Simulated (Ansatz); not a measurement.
All numbers below come from Ansatz 0.2.0, DFT PBE, scalar-relativistic, plane waves, PAW. Settings: cutoff 420 eV, Γ-centred meshes spaced at most about 0.3 Å⁻¹, and about 0.25 Å⁻¹ or finer for metals (2π included), Gaussian smearing. No spin polarisation in the final relaxations.

These are static total energies at zero pressure.

Two relaxed structures of TaRu2:

A.

```
CELL_PARAMETERS angstrom
-1.56569 1.56569 4.79047
1.56569 -1.56569 4.79047
1.56569 1.56569 -4.79047
ATOMIC_POSITIONS crystal
Ta 0.50000 0.50000 0.00000
Ru 0.84597 0.84597 0.00000
Ru 0.15403 0.15403 0.00000
```

B.

```
CELL_PARAMETERS angstrom
4.89499 0.00000 0.00000
-2.44749 4.23918 0.00000
0.00000 0.00000 4.40308
ATOMIC_POSITIONS crystal
Ta 0.33333 0.66667 0.00000
Ta 0.66667 0.33333 0.00000
Ru 0.00000 0.00000 0.00000
Ru 0.67569 0.67569 0.50000
Ru 0.32431 0.00000 0.50000
Ru 0.00000 0.32431 0.50000
```

Question: Which is lower in energy, and by how much?

Answer: B is lower, by 40 meV/atom. A has Ta and Ru ordered on bcc sites, space group I4/mmm (No. 139), 15.7 Å³/atom and no gap on its mesh; B has Ta and Ru ordered on hcp sites, space group P-62m (No. 189), 15.2 Å³/atom and no gap. Counting all near atoms (those within 1.25 times the shortest distance at each site; a plus sign parts nearer from farther groups), A has Ta 8+6, Ru 14 and B has Ta 12, Ru 12. Both come from invented guesses.

Spin–orbit coupling, which can matter for Ta, is left out. Cells relaxed within their symmetry can be saddle points.

The hcp-derived ordering B lies 40 meV/atom below the bcc-derived A and is also denser, at 15.2 against 15.7 Å³/atom, so moderate compression should favour it further. The preference fits the filling of the shared d band. Ta brings few valence electrons and Ru many, and at this composition their average equals that of Tc and Re, both hcp metals. The bcc structure is favoured nearer half filling, where the Fermi level falls in the pseudogap between bonding and antibonding d states; the extra electrons from Ru probably remove that advantage here.

Chemical order seems not to drive the result. B alternates pure Ru layers with mixed layers in which Ta atoms touch, whereas in A the nearest neighbours of Ta are all Ru, which should suit the strong Ta–Ru attraction better. Since packing and order change together, the energy difference is not a pure hcp–bcc difference, and another arrangement on the hcp sites with fewer Ta–Ta contacts could lie lower still.
